A block of rocksalt BiTe is squeezed to 6 % less than its relaxed volume, and an identical block is stretched to 6 % more. Density functional theory gives the energy and the pressure at both ends and at three volumes between. A negative pressure means that the crystal has to be pulled to hold that volume. The problem is to explain how the two ends differ.

Rocksalt BiTe (Fm-3m, 2-atom cell) at fixed volumes, computed with Ansatz 0.2.0: PBEsol, plane-wave PAW, scalar-relativistic, no spin polarisation, cutoff 420 eV, 12×12×12 k mesh, Gaussian smearing of 0.1 eV. Energies are extrapolated to zero smearing and count from the minimum of a third-order Birch–Murnaghan fit; pressures are from the computed stress, positive in compression.

| volume per atom (Å³/atom) | energy over minimum (meV/atom) | pressure (GPa) |
| --- | --- | --- |
| 30.720 | 22.2 | 3.87 |
| 31.700 | 5.1 | 1.77 |
| 32.681 | 0.0 | 0.00 |
| 33.661 | 4.8 | -1.49 |
| 34.641 | 18.0 | -2.75 |

**(a) Suppose the crystal were a perfect spring, with pressure proportional to the change in volume. What would the two end rows show, and what do they show instead?**

Let $V_0$ be the relaxed volume per atom and $s = 1 - V/V_0$ the fraction by which the volume has been reduced, so that $s$ is negative on stretching. A spring obeys $P = B_0 s$, where $B_0$ is the bulk modulus at zero pressure, and it stores the energy $E = \tfrac12 B_0 V_0 s^2$. A fit to the five pressures that also allows for curvature gives $B_0 = 54.1$ GPa. At $s = \pm 0.06$ the spring therefore pushes or pulls with $54.1 \times 0.06 \approx 3.2$ GPa, equally in both directions.

The computed crystal pushes back with 3.87 GPa when squeezed but pulls with only 2.75 GPa when stretched. Its energy is lopsided in the same sense, 22.2 against 18.0 meV/atom. Squeezing meets more resistance than a spring would offer, and stretching meets less.

**(b) What makes the crystal stiffer when it is squeezed?**

The pressures show that the stiffness itself changes along the scan. Between the two smallest volumes it is about 67 GPa, and between the two largest about 44 GPa. The Bi–Te distances at the middles of these two intervals differ by only 3 %, yet the stiffness differs by a factor of 1.5.

Theory traces this to the two opposing tendencies that set the bond length. Bonding draws the atoms together and varies gently with distance. Against it stands the repulsion that arises when the electron clouds of neighbouring atoms overlap: the Pauli principle keeps electrons of like spin apart, so crowding them raises their kinetic energy. Because the clouds fade roughly exponentially at their edges, this repulsion climbs steeply as the atoms approach.

At the relaxed volume the push and the pull cancel, but their rates of change do not. Stiffness measures how fast the net force changes with distance, and there the steep repulsion dominates. Squeezing moves the atoms to where the repulsion is steeper still, and the crystal hardens. Stretching moves them to where it has faded, and the crystal softens.

The calculation does not divide the energy into attraction and repulsion, so this account rests on general physics. It is also a simplified picture, since the cell is a metal in every row, and the kinetic energy of its conduction electrons is expected to rise on squeezing as well. A smaller share of the hardening is plain geometry: volume goes as the cube of the bond length, and the same bond force acts on a smaller area in the squeezed cell, so even bonds that were perfect springs in their length would stiffen the crystal somewhat under pressure. The same reasoning leads one to expect hardening under pressure in most ordinary crystals near their relaxed volume. The stiffness values themselves belong to the rocksalt cell imposed here. The stable form of BiTe at ambient conditions is layered, and its stiffness can be expected to differ.

**(c) Why is the lopsidedness stronger in the pressure than in the energy? Estimate the two end energies.**

Let the bulk modulus grow with pressure as $B = B_0 + B'P$, where $B'$ is a pure number. From $B = -V\,dP/dV$ it follows, to first order in $s$, that $dP/ds = B_0[1 + (B'+1)s]$. Integrating this slope over $s$ gives $P$, and integrating $V_0P$ over $s$ gives $E$:

$$P \approx B_0 s\left[1 + \tfrac{B'+1}{2}s\right], \qquad E \approx \tfrac12 B_0 V_0 s^2\left[1 + \tfrac{B'+1}{3}s\right].$$

The correction in the energy is two thirds of that in the pressure. The energy is the work gathered along the whole path, including the early part where squeezing and stretching still feel alike. The pressure is read at the end of the path, where the contrast between the two directions has grown largest.

The pressure fit, a third-order Birch–Murnaghan curve through all five rows, gives $B' \approx 4.7$. Bonds harmonic in their length are expected to give only $B' = 1$, so geometry accounts for about a third of the factor $B'+1$ and the uneven stiffness of the bonding for the rest. With 160.2 GPa equal to 1 eV/Å³, the spring part of the energy is $\tfrac12 \times 54.1 \times 32.68 \times 0.06^2 / 160.2 = 0.0199$ eV, or 19.9 meV/atom. The correction is $5.7 \times 0.06/3 \approx 11$ %, upward on squeezing and downward on stretching. The estimates are thus about 22.1 and 17.6 meV/atom.

The pressures of these two rows were part of the fit, but their energies were not. The full curve, whose results are printed below, still misses the stretched row by 0.2 meV/atom. Most of this comes from the settings: the tabulated energies are extrapolated to zero electronic smearing, whereas the pressures belong to the smeared state. Restoring the smearing term, which is present because the cell is a metal, brings every row within 0.1 meV/atom. The same term is expected to explain why the fit to the energies gives slightly different constants, among them $B' \approx 4.8$.

This agreement shows that energies and pressures tell one consistent story, not that $B_0$ is accurate. Spin–orbit coupling, which is strong in bismuth, was left out, and the PBEsol functional was used with PAW datasets made for PBE. The effect of either on the stiffness was not tested.

Printed output of the fit:

```
fit of pressure on 5 rows: coefficient of squeeze 55.01 +/- 4.3; rms 0.365, worst 30.72 -0.569, leave-one-out rms 0.598
fit of pressure on 5 rows: coefficient of t1 54.41 +/- 0.49; rms 0.0429, worst 34.641 -0.0709, leave-one-out rms 0.072
fit of pressure on 5 rows: coefficient of t1 54.09 +/- 0.0099, coefficient of t2 36.9 +/- 0.35; rms 0.000704, worst 33.661 -0.00134, leave-one-out rms 0.00225
Bond length and stiffness from the row above to this row:
     row  Bi-Te in A  middle volume in A3/atom  stiffness in GPa
   30.72       3.132                       n/a               n/a
    31.7       3.165                     31.21             66.88
  32.681       3.197                     32.19             58.08
  33.661       3.229                     33.17             50.43
  34.641        3.26                     34.15             43.91
Energies in meV/atom:
     row  table  from spring  from third-order Birch  table with smearing entropy
   30.72   22.2         20.2                   22.33                        22.35
    31.7    5.1        5.055                   5.266                         5.21
  32.681      0            0                       0                            0
  33.661    4.8        5.045                    4.69                        4.667
  34.641     18        20.18                   17.77                        17.73
Stiffness of the most squeezed interval over the most stretched: 1.523
Power of inverse volume with which stiffness grows: 4.672
B' from the pressures alone: 4.682
Pressure ratio of the end rows, sizes only: 1.407
Pressure ratio expected from B' to leading order: 1.411
Energy ratio of the end rows: 1.233
Energy ratio expected from B' to leading order: 1.256
Largest energy misfit of third-order Birch against the table in meV/atom: 0.2311
Largest energy misfit once smearing entropy is included in meV/atom: 0.05601
Zero-pressure volume less fitted minimum in A3/atom: 0.01334
Volume offset expected from smearing entropy in A3/atom: 0.01201
```
